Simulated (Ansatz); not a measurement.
# Strength of the C–Si bond: C2H10OSi2 → CH7OSi2 + CH3

Species: C2H10OSi2 `C[SiH2]C[SiH2]O`, singlet; CH7OSi2 `O[SiH2]C[SiH2]`, doublet; CH3 (methyl radical) `[CH3]`, doublet. 

Shapes, held fixed at every level: PBE0-D4/def2-TZVP. Flexible molecules stand in one conformer, not always the lowest. Programs: Ansatz 0.2.0. Electronic energies: no zero-point or thermal term.

```tsv
level	kind	ΔE (kJ/mol)	less CCSD(T)/CBS estimate
PBE-D4/def2-TZVPP	GGA	+383.0	-14.1
B3LYP-D4/def2-TZVPP	global hybrid	+377.4	-19.7
wB97M-V/def2-TZVPP	range-separated hybrid	+403.1	+6.0
wB97X-V/def2-TZVPP	range-separated hybrid	+401.5	+4.4
MP2/def2-TZVPP	perturbation theory	+399.2	+2.1
CCSD/def2-TZVPP	coupled cluster or CI	+378.1	-19.0
CCSD(T)/CBS estimate	coupled cluster or CI	+397.1	0.0
```

The highest level, CCSD(T)/CBS estimate, gives ΔE = +397.1 kJ/mol; the levels span +377.4 to +403.1. The column of differences is taken from that level and isn't an error. No measured value is set beside it here. Open shells run unrestricted unless RO is named. The CBS estimate extrapolates MP2 from def2-TZVPP and def2-QZVPP and adds CCSD(T) − MP2 in the triple-zeta set, cores frozen.

Homolysis costs +397.1 kJ/mol at the highest level, as expected for a strong, essentially single Si–C σ bond. Polarity towards carbon helps offset the poorer overlap of the larger silicon valence orbitals, and neither radical gains much delocalisation to repay the lost bond. Breaking the bond also removes the correlation of its electron pair, so the result depends on how well each method balances the molecule against two open-shell fragments.

CCSD falls 19.0 kJ/mol short, probably through both missing triple excitations and an incomplete basis. The closeness of MP2 therefore suggests some cancellation between its approximate correlation treatment and the finite basis, rather than a converged description. Among the functionals, both range-separated hybrids bind slightly too strongly relative to the highest level, while PBE and B3LYP bind too weakly. B3LYP lies below PBE, so admixing exact exchange does not by itself bring the value closer. With only this cleavage computed, the results do not identify the molecule's weakest bond.
